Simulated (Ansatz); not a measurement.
Zr: largest V_zz and pressure against volume scale

Periodic Kohn-Sham DFT of a crystal at fixed atoms, scaled to volume_scale times the given cell; pressure positive in compression, energy less spherical unpolarised free atoms, largest_vzz the field gradient of largest size among the nuclei. The results are calculated, by Ansatz 0.2.0.

The cell before it is scaled or strained (space group P6_3/mmc, No. 194):
```
cell vectors (Å)
   3.2320     0.0000     0.0000
  -1.6160     2.7990     0.0000
   0.0000     0.0000     5.1470
atoms (fractions of the cell vectors)
Zr  0.33333  0.66667  0.25000
Zr  0.66667  0.33333  0.75000
```

Settings of every row: method all-electron PAW; functional PBEsol; relativity scalar; k mesh 13x13x7; filling fermi-dirac; smearing width 0.08 eV; nucleus gaussian.

Atom start moment: 0 on all atoms.

Limits: no gap: field gradients move with the k mesh.

| row | volume scale | V (Å³/atom) | largest V_zz (1e21 V/m^2) | pressure (GPa) |
| --- | --- | --- | --- | --- |
| 1 | 0.94 | 21.884 | ? | ? |
| 2 | 0.95 | 22.117 | 4.697 | 1.688 |
| 3 | 0.96 | 22.35 | 4.603 | 0.612 |
| 4 | 0.98 | 22.815 | 4.413 | -1.404 |
| 5 | 0.99 | 23.048 | 4.319 | -2.348 |
| 6 | 1 | 23.281 | 4.227 | -3.251 |
| 7 | 1.01 | 23.514 | 4.136 | -4.115 |
| 8 | 1.02 | 23.746 | 4.047 | -4.941 |
| 9 | 1.04 | 24.212 | 3.876 | -6.487 |
| 10 | 1.05 | 24.445 | 3.794 | -7.21 |
| 11 | 1.06 | 24.678 | 3.714 | -7.901 |

Question: what largest V_zz and pressure should row 1 give?

Worked fit of largest V_zz. Take t = volume scale − 1. The shown rows have t = -0.05, -0.04, -0.02, -0.01, 0, 0.01, 0.02, 0.04, 0.05, 0.06. Least squares give largest V_zz = 4.2266 − 9.052 × t + 8.02 × t² 1e21 V/m^2; a straight line predicts inner rows, each left out in turn, worse (root mean square 0.009 against 0.0017 1e21 V/m^2). The rows lie off it by -0.002, 0.001, 0.002, 0.001, 0.000, -0.001, -0.002, -0.001, 0.000, 0.002. The withheld row has t = -0.06, so the fit gives 4.2266 − 9.052 × (-0.06) + 8.02 × (-0.06)² = 4.799 1e21 V/m^2.

The calculation gave 4.789 1e21 V/m^2. The fit lies 0.010 1e21 V/m^2 (0.93 % of the column's range) above it; its largest miss of a shown row is 0.002 1e21 V/m^2. This row lies beyond the range of the fit.

Worked fit of pressure. Take u = (V_r/V)^(2/3) − 1 with V_r = 23.398 Å³ an atom, which is twice the finite (Eulerian) strain; such expansions in the strain, on which the Birch-Murnaghan equation of state is built, carry the rest volume and the bulk modulus. The shown rows have u = 0.03825, 0.03102, 0.01696, 0.0101, 0.00335, -0.00329, -0.00979, -0.02254, -0.02876, -0.03488. Least squares give pressure = −3.6906 + 130.215 × u + 272.5 × u² GPa; a straight line predicts inner rows, each left out in turn, worse (root mean square 0.13 against 0.0011 GPa). The rows lie off it by -0.001, 0.001, 0.000, 0.000, 0.000, 0.001, -0.002, 0.000, 0.000, 0.000. The pressure vanishes at u = 0.0268, or V = 22.49 Å³ an atom, and there the bulk modulus at fixed shape and fractions is B = −V dP/dV = (2/3)(1 + u) dP/du = 99.2 GPa. Letting shape and atoms relax would as a rule lower it, by much in layered, chain or molecular crystals. The withheld row has u = 0.04561, so the fit gives −3.6906 + 130.215 × (0.04561) + 272.5 × (0.04561)² = 2.815 GPa.

The calculation gave 2.811 GPa. The fit lies 0.004 GPa (0.037 % of the column's range) above it; its largest miss of a shown row is 0.002 GPa. This row lies beyond the range of the fit.
